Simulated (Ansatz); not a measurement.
**A family of molecules: the dipole moment**

Gas-phase molecules, one atom swapped for its congeners: C2HCl3Si `C#C[Si](Cl)(Cl)Cl`; C2HCl3Ge `C#[C][Ge]([Cl])([Cl])[Cl]`; C2HCl3Sn `C#[C][Sn]([Cl])([Cl])[Cl]`. All are singlets with charge 0.

Shapes, held fixed at every level: PBE0-D4/def2-TZVP. Programs: Ansatz 0.2.0. Values in D.

```json
{"level": "PBE-D4/def2-TZVPP", "C2HCl3Si": "1.73", "C2HCl3Ge": "2.12", "C2HCl3Sn": "2.43"}
{"level": "r2SCAN-D4/def2-TZVPP", "C2HCl3Si": "1.85", "C2HCl3Ge": "2.25", "C2HCl3Sn": "2.58"}
{"level": "B3LYP-D4/def2-TZVPP", "C2HCl3Si": "1.82", "C2HCl3Ge": "2.20", "C2HCl3Sn": "2.51"}
{"level": "wB97M-V/def2-TZVPP", "C2HCl3Si": "1.85", "C2HCl3Ge": "2.24", "C2HCl3Sn": "2.54"}
```

At wB97M-V/def2-TZVPP the dipole moment rises at every step, from 1.85 to 2.54 D. Every level shows the same order. For atoms past krypton def2 sets carry core potentials with scalar relativity. Relativity is left out for Ge.

The dipole moment grows from the silicon to the tin compound, and at every level each step down the group exceeds the spread between functionals, so the order does not hinge on the choice of functional. Electronegativity alone is a poor guide, since it does not fall steadily from silicon through germanium to tin. The rise more likely reflects longer, more polarisable bonds to chlorine, which carry charge over a greater distance, together with weaker donation from the chlorine lone pairs into the σ* orbitals of the central atom.

The total is a vector sum in which the M–Cl contributions largely offset one another across the axis and are probably opposed in part by the M–C bond, so it does not measure the polarity of any single bond. PBE gives the smallest value for each molecule, yet r2SCAN, also without exact exchange, matches or exceeds both hybrids, so the differences do not simply follow exact exchange. The totals alone cannot separate greater charge transfer from greater bond length.
